**Black phosphorus: nine vibrations and three measured lines**

A layer of black phosphorus is built from zigzag chains of atoms at two heights. Each atom has two bonds within its own chain and one cross bond to a chain at the other height. The chain bonds lie flat in the layer. The cross bonds stand steeply, with a slight lean along the armchair direction, which is the in-plane direction at right angles to the chains.

The table sets density-functional phonon wavenumbers beside Raman lines measured on crystals and films.

Zone-centre phonons of black phosphorus (Cmce, 4-atom cell) by linear response in Ansatz 0.2.0, with PBEsol, plane waves and PAW, without spin polarization or dispersion correction. The cutoff is 420 eV, the k mesh 14×14×10 and the Fermi–Dirac smearing width 0.15 eV. Computed wavenumbers are harmonic, without the LO–TO term; "1-fold" marks a non-degenerate mode. The rows were drawn from a pool: of 90 crystals with a measured lattice constant, 2 whose relaxed edge lies over 5 % from it were taken for other phases and got no table, so the agreement shown is better than for the whole pool.

| row | computed wavenumber (cm⁻¹) | what it is | measured wavenumber (cm⁻¹) | label in the paper, method, sample | temperature of the measurement (K) | source |
| --- | --- | --- | --- | --- | --- | --- |
| 1 | 103.3 | 1-fold | n/a | n/a | n/a | n/a |
| 2 | 175.5 | 1-fold | n/a | n/a | n/a | n/a |
| 3 | 212.2 | 1-fold | n/a | n/a | n/a | n/a |
| 4 | 351.3 | 1-fold | n/a | n/a | n/a | n/a |
| 5 | n/a | n/a | 361.4 | Ag^1 mode (out-of-plane); polarized Raman spectroscopy; film | n/a | arXiv:1610.03382 (2016) |
| 6 | n/a | n/a | 362.2 | A1g mode of black phosphorus (Ag^1, out-of-plane); polarized Raman spectroscopy; film | 300 | arXiv:1610.03382 (2016) |
| 7 | n/a | n/a | 362.3 | A1g (first Ag mode); Raman spectroscopy; bulk crystal | n/a | pmc:5037434 (2016) |
| 8 | n/a | n/a | 363 | Ag1, out-of-plane; Raman; bulk crystal | n/a | arXiv:1505.07061 (2015) |
| 9 | n/a | n/a | 363.7 | A1g-type out-of-plane mode, Ag(1); micro-Raman; bulk crystal | 4 | arXiv:1601.01110 (2016) |
| 10 | n/a | n/a | 365 | Ag1; polarised Raman scattering; film | n/a | arXiv:1402.0270 (2014) |
| 11 | 395.3 | 1-fold | n/a | n/a | n/a | n/a |
| 12 | 409.9 | 1-fold | n/a | n/a | n/a | n/a |
| 13 | 414.0 | 1-fold | n/a | n/a | n/a | n/a |
| 14 | 436.1 | 1-fold | n/a | n/a | n/a | n/a |
| 15 | n/a | n/a | 438.3 | B2g; Raman spectroscopy; bulk crystal | n/a | pmc:5037434 (2016) |
| 16 | n/a | n/a | 440 | B2g; polarised Raman scattering; film | n/a | arXiv:1402.0270 (2014) |
| 17 | n/a | n/a | 440 | B2g, in-plane; Raman; bulk crystal | n/a | arXiv:1505.07061 (2015) |
| 18 | n/a | n/a | 440.3 | B2g in-plane mode; micro-Raman; bulk crystal | 4 | arXiv:1601.01110 (2016) |
| 19 | 453.4 | 1-fold | n/a | n/a | n/a | n/a |
| 20 | n/a | n/a | 465.6 | Ag^2 mode (in-plane, armchair); polarized Raman spectroscopy; film | n/a | arXiv:1610.03382 (2016) |
| 21 | n/a | n/a | 466.2 | A2g (second Ag mode); Raman spectroscopy; bulk crystal | n/a | pmc:5037434 (2016) |
| 22 | n/a | n/a | 467 | Ag^2 mode (in-plane, armchair); polarized Raman spectroscopy; film | 300 | arXiv:1610.03382 (2016) |
| 23 | n/a | n/a | 467 | Ag2, in-plane; Raman; bulk crystal | n/a | arXiv:1505.07061 (2015) |
| 24 | n/a | n/a | 467.5 | Ag(2) in-plane mode; micro-Raman; bulk crystal | 4 | arXiv:1601.01110 (2016) |
| 25 | n/a | n/a | 470 | Ag2; polarised Raman scattering; film | n/a | arXiv:1402.0270 (2014) |

The primitive cell holds four atoms, all from one layer. Call them A and A′ in the upper chain, B and B′ in the lower chain, with cross bonds A–B and A′–B′. In the zone-centre vibrations two atoms move one way while the other two move the opposite way. Four atoms can be divided into two pairs in three ways, and the motion can point along three axes, which gives nine vibrations. The calculated displacements put the rows of the table in these places:

| Pairs that move against each other | zigzag | armchair | stacking |
|---|---|---|---|
| AA′ against BB′ (chain against chain) | row 2 | row 3 | row 4 |
| AB against A′B′ (cross-bonded pairs) | row 12 | row 19 | row 1 |
| AB′ against A′B (unbonded pairs) | row 13 | row 14 | row 11 |

Rows 4 and 14 each mix stacking with armchair motion and are listed under the larger part. The small admixture in rows 3 and 11 hardly matters.

**(a) Three computed modes lie at 212 cm⁻¹ or below, and six lie at 351 cm⁻¹ or above. Why is the division three to six, and why do rows 4 and 19 mark the two ends of the upper group?**

*Solution.* A covalent bond strongly resists a change of length, while a change of the angle between two bonds costs much less. For each vibration one therefore asks whether it stretches a bond. Motion within the plane of the layer stretches chain bonds whenever A and A′ move oppositely. Motion along the stacking axis leaves the flat chain bonds unchanged in length to first order, but it stretches the steep cross bonds whenever A and B move oppositely.

The count follows from the grid. Any chosen pair of atoms moves oppositely in two of the three patterns and together in the third. Apart from the slight lean of the cross bonds, each axis has one kind of bond that guards it, so each axis has two stiff vibrations and one soft one. Three axes give six stiff vibrations and three soft ones.

The soft ones are easy to picture. In row 2 the two chains slide past each other along their length, and in row 3 they shift along the armchair direction. In row 1 the chains buckle up and down while cross-bonded atoms move together. None of the three is a motion of one layer against the next, because neighbouring layers move alike in all these modes. Their low wavenumbers show that no bond is strongly stretched; only in row 3 does the lean stretch the cross bond a little. The restoring force is expected to come mostly from bending inside a layer. In rows 2 and 3 the facing chains of neighbouring layers also move oppositely, and that share is not separated here.

To put numbers on this, join every two atoms of the cell by an effective link of stiffness $K$, which includes all periodic copies of the partner. An atom displaced by $u$ sees two of its three partners displaced by $-u$, so each of those links is strained by $2u$. For motion along a single axis the equation of motion gives

$$m\omega^2 = 2\,(K_1+K_2),\qquad \omega = 2\pi c\,\tilde\nu ,$$

where $m$ is the mass of the atom, $\tilde\nu$ the wavenumber, $c$ the speed of light, and $K_1$ and $K_2$ the two strained links. Three patterns along one axis give three such sums, which can be solved for the three links. Where two axes mix, the calculated displacements first separate them.

Three of the nine links turn out to dominate. The chain link has 141 N/m for zigzag and 156 N/m for armchair motion, and the cross link has 127 N/m for stacking motion. The other six are at most 32 N/m. Nine links obtained from nine vibrations must reproduce them, so that agreement would test nothing. What the numbers do show is that the large links sit exactly where the bonds are stretched.

As an example, take row 12, in which chain neighbours move oppositely along the zigzag direction. It strains the chain link, with 141 N/m, and the link between unbonded atoms, with 12.5 N/m. The wavenumber goes as the square root of their sum, so keeping only the chain link gives

$$\tilde\nu \approx 409.9\ \mathrm{cm^{-1}}\times\sqrt{\frac{141}{141+12.5}} \approx 393\ \mathrm{cm^{-1}} .$$

The full calculation has 409.9 cm⁻¹. Row 12 helped to determine the link, so this is no independent prediction. It shows that one link carries nearly all of the restoring force.

A still cruder picture gives all six stiff modes the same stiffness. Averaging the squares of their wavenumbers puts them at 411 cm⁻¹. This is 60 cm⁻¹ too high for row 4 and 42 cm⁻¹ too low for row 19. The count of bonds thus explains the two groups, but the order within the upper group needs more detail.

Row 4 is low for two reasons. It relies on the cross link, the weakest of the three strong ones, and gets no help from the link between unbonded atoms. It also has the same symmetry as row 14, and two vibrations of equal symmetry mix and push each other apart. Without mixing they would lie at 364 and 426 cm⁻¹; mixing moves them to 351 and 436 cm⁻¹.

Row 19 is high although bond stretching alone would make it low. A chain bond points more along the zigzag than along the armchair direction, so armchair motion stretches it less. Scaled from row 12 by this geometry, row 19 would come at 368 cm⁻¹, whereas the calculation gives 453 cm⁻¹. Part of the excess comes from the link between unbonded atoms, which is stiffer for armchair motion. The larger part lies in the chain link itself, which by this geometry should be weaker for armchair than for zigzag motion and is stronger instead. A likely reason is the bond angle. When an atom moves along the armchair direction relative to its two chain neighbours, both bonds change length together and the angle between them changes as well. In zigzag motion one bond lengthens as the other shortens, and the angle stays the same to first order. A coupling that makes it harder to stretch both bonds together than one against the other would act in the same way, and zone-centre modes cannot tell the two causes apart. Row 14 shares this stiff chain link. Row 19 still lies above it, because row 19 also strains the link between unbonded atoms, which has 32 N/m for armchair motion, while row 14 strains the cross link, which has only 9.5 N/m.

**(b) The measured lines form three groups, near 363, 440 and 467 cm⁻¹. Which computed modes belong to them?**

*Solution.* The nearest numbers suggest row 14, at 436 cm⁻¹, for the middle group and row 19, at 453 cm⁻¹, for the upper one. Both choices are wrong, and symmetry shows why.

The crystal has an inversion centre in the middle of each cross bond, which exchanges A with B and A′ with B′. In a crystal with inversion symmetry, first-order Raman scattering sees only vibrations that are even under inversion, which here means that A and B move oppositely. In the middle line of the grid they move together. This removes rows 1, 12 and 19, and with row 19 the tempting partner of the upper group.

Six even vibrations remain for three measured groups. Raman spectra of layered crystals are usually taken with light travelling along the stacking axis, and that geometry is assumed here. The electric field then lies in the layer. A half turn about the stacking axis reverses both the incoming and the scattered field, so their product is unchanged, and only vibrations that are also unchanged by this turn can appear.

The half turn exchanges the two atoms of a chain and reverses directions within the plane. In-plane motion survives if A and A′ move oppositely, and stacking motion survives if they move together. Among the even vibrations this selects rows 4, 13 and 14. Rows 2, 3 and 11 are Raman-active too, but they need a field component along the stacking axis.

The character of the motion settles the rest. Row 4 is mostly stacking motion and belongs to the out-of-plane line Ag1. Row 13 is pure zigzag motion and belongs to B2g. Row 14 is mostly armchair motion and belongs to Ag2. The closeness of row 14 to the measured B2g line, within 4 cm⁻¹, is an accident of its error.

**(c) How large are the errors after this assignment, and what could cause them?**

*Solution.* All three assigned modes are too soft. Relative to the mean of each measured group, Ag1 is low by 12 cm⁻¹, B2g by 26 cm⁻¹ and Ag2 by 31 cm⁻¹. These are errors of about 3, 6 and 7 percent. Matching by nearest number would have hidden most of the error in the two in-plane lines.

The measurements themselves cannot account for this. Within each group, films and bulk crystals agree to better than 5 cm⁻¹. The Ag1 values labelled 4 K and 300 K differ by only 1.5 cm⁻¹, although they come from different samples. To recognise black phosphorus by its Raman lines, the measured positions are therefore the reference to use. A single scale factor would not turn the computed values into a substitute, because the in-plane lines need about twice the correction of Ag1.

The calculation departs from the real crystal in two visible ways. First, it describes a metal: its valence and conduction bands overlap by about 0.27 eV, whereas black phosphorus is a semiconductor with a gap of roughly 0.3 eV. The smearing width of 0.15 eV, half that gap, would put carriers into the bands even if the gap were open. Free carriers can rearrange as the atoms move and so soften some vibrations. Whether they do so here, and by how much, is untested. A metallic result also depends on how finely the electronic states are sampled, so the last digits of the computed wavenumbers deserve little trust.

Second, the cell is too small, at 17.8 Å³ per atom against roughly 19 Å³ in the real crystal, mainly because it is too short along the armchair direction, at 4.18 Å against roughly 4.4 Å. The familiar explanation that an overlarge cell softens the modes therefore does not apply. A puckered layer can shorten by folding, which changes its bond angles while the bonds keep nearly their length. How much this shifts each of the three lines cannot be told from a calculation at a single cell.

Both faults occur together in this one calculation, and the functional, used here with atomic datasets made for a different one (PBE), may in addition make the bonds themselves too soft. A calculation at the measured cell would remove the error of shape, and one that also opens the gap, with a smearing width far below the present 0.15 eV, would remove the carriers. Whether either step raises the two in-plane lines towards their measured places is the question that the table leaves open.
